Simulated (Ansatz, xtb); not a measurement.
C3H7NOSi2: which of two isomers lies lower

Structure I is `C#C[Si@@H]1CN[SiH2]O1`, a singlet and structure II is `C=C[SiH2]O[SiH2]C#N`, a singlet. Both are isolated molecules in the gas phase, relaxed with B3LYP-D3(BJ)/def2-SVP; the shapes shown needn't be the lowest conformers.

I (Å):

```yaml
atoms:
  - { symbol: C, position_ang: [1.3390, -2.1117, 0.7244] }
  - { symbol: C, position_ang: [0.3550, -1.4504, 0.4469] }
  - { symbol: C, position_ang: [-1.0368, 0.1612, -1.8116] }
  - { symbol: N, position_ang: [-1.0790, 1.6220, -1.7105] }
  - { symbol: O, position_ang: [-1.1657, 0.9884, 0.8126] }
  - { symbol: Si, position_ang: [-1.1271, -0.4705, -0.0078] }
  - { symbol: Si, position_ang: [-1.0810, 2.3670, -0.1429] }
  - { symbol: H, position_ang: [2.2086, -2.6926, 0.9737] }
  - { symbol: H, position_ang: [-2.3343, -1.2783, 0.2977] }
  - { symbol: H, position_ang: [-1.8849, -0.2421, -2.3979] }
  - { symbol: H, position_ang: [-0.1107, -0.2083, -2.2921] }
  - { symbol: H, position_ang: [-1.0432, 2.1273, -2.5890] }
  - { symbol: H, position_ang: [0.1490, 3.1439, 0.1880] }
  - { symbol: H, position_ang: [-2.2565, 3.2510, 0.1035] }
```

II (Å):

```yaml
atoms:
  - { symbol: C, position_ang: [-2.0846, 1.8570, -1.2834] }
  - { symbol: C, position_ang: [-1.5956, 1.6651, -2.5162] }
  - { symbol: C, position_ang: [0.4156, 0.3538, 1.1609] }
  - { symbol: N, position_ang: [-0.0460, 0.9730, 2.0277] }
  - { symbol: O, position_ang: [0.1350, -0.4416, -1.5571] }
  - { symbol: Si, position_ang: [-0.3076, 0.3905, -2.9403] }
  - { symbol: Si, position_ang: [1.1203, -0.6326, -0.2616] }
  - { symbol: H, position_ang: [-1.7523, 1.2643, -0.4254] }
  - { symbol: H, position_ang: [-2.8401, 2.6219, -1.0720] }
  - { symbol: H, position_ang: [-1.9731, 2.2981, -3.3318] }
  - { symbol: H, position_ang: [-0.8268, -0.6071, -3.9155] }
  - { symbol: H, position_ang: [0.9079, 1.0357, -3.5201] }
  - { symbol: H, position_ang: [1.1445, -2.0489, 0.1678] }
  - { symbol: H, position_ang: [2.4856, -0.1056, -0.5101] }
```

Quicker runs give these differences E(II) − E(I): GFN2-xTB +0.547 eV; HF/STO-3G +0.184 eV (at GFN2-xTB geometries); r2SCAN-D4/def2-SVP −0.124 eV (at GFN2-xTB geometries).

Question: Estimate which is lower in electronic energy at CCSD(T)/def2-SVP + ΔMP2/def2-TZVPP, and by roughly how much.

Answer: The CCSD(T)/def2-SVP + ΔMP2/def2-TZVPP calculation puts structure II lower, by 0.184 eV.

The same difference at several levels:

| level | geometry | E(II) − E(I) (eV) | departure from the last row (eV) | job, with rough time for the two |
| --- | --- | --- | --- | --- |
| GFN2-xTB | GFN2-xTB | +0.547 | +0.731 | optimisation, 0.54 s |
| HF/STO-3G | GFN2-xTB | +0.184 | +0.368 | single point, 0.4 s |
| r2SCAN-D4/def2-SVP | GFN2-xTB | −0.124 | +0.060 | single point, 3.8 s |
| B3LYP-D3(BJ)/def2-SVP | B3LYP-D3(BJ)/def2-SVP | −0.279 | −0.095 | optimisation, 1.8 min |
| HF/def2-SVP | B3LYP-D3(BJ)/def2-SVP | −0.501 | −0.317 | part of the CCSD(T) run |
| MP2/def2-SVP | B3LYP-D3(BJ)/def2-SVP | −0.362 | −0.178 | part of the CCSD(T) run |
| CCSD(T)/def2-SVP | B3LYP-D3(BJ)/def2-SVP | −0.479 | −0.295 | single point |
| CCSD(T)/def2-SVP + ΔMP2/def2-TZVPP | B3LYP-D3(BJ)/def2-SVP | −0.184 |  | single point, 65 s |

As drawn, II has 1 C=C, 1 C≡N, 1 Si–H in place of 1 C≡C, 1 C–N, 1 N–Si, 1 N–H. Structure I has a 5-membered ring, II no ring.

GFN2-xTB, HF/STO-3G put the two in the other order. The largest departure from CCSD(T)/def2-SVP + ΔMP2/def2-TZVPP is that of GFN2-xTB, 0.731 eV. A small imaginary or near-zero mode remains, so no thermal terms are given. The last row adds to CCSD(T) the change of the MP2 difference between the two basis sets, here +0.295 eV, a large step that makes the value less sure.

The correlated steps freeze 15 core orbitals. Run with Ansatz 0.2.0, xtb 6.7.1; the last row on 4 threads of Arm Neoverse V1 on a shared host.

Structure II, the open-chain cyanide, lies below the ring by 0.184 eV, a modest gap left over from larger opposing bond terms. In its favour, nitrogen moves from single bonds into a strong C≡N bond, while the energy-rich alkyne becomes an alkene. Against it, the Si–N and N–H bonds of the ring are lost. Ring strain probably adds to the preference: siloxane oxygen favours a wide, easily bent Si–O–Si angle, which the five-membered ring compresses and the open chain can adopt.

Hartree–Fock and CCSD(T) nearly agree in def2-SVP, at −0.501 and −0.479 eV, so the preference is already present at the mean-field level and correlation changes it little on balance. The closeness of r2SCAN-D4 to the final value therefore probably reflects some cancellation between functional and basis errors. The energy order doesn't show that the ring would readily convert to II, since that requires extensive bond reorganisation and hydrogen transfer, for which no barrier was computed.
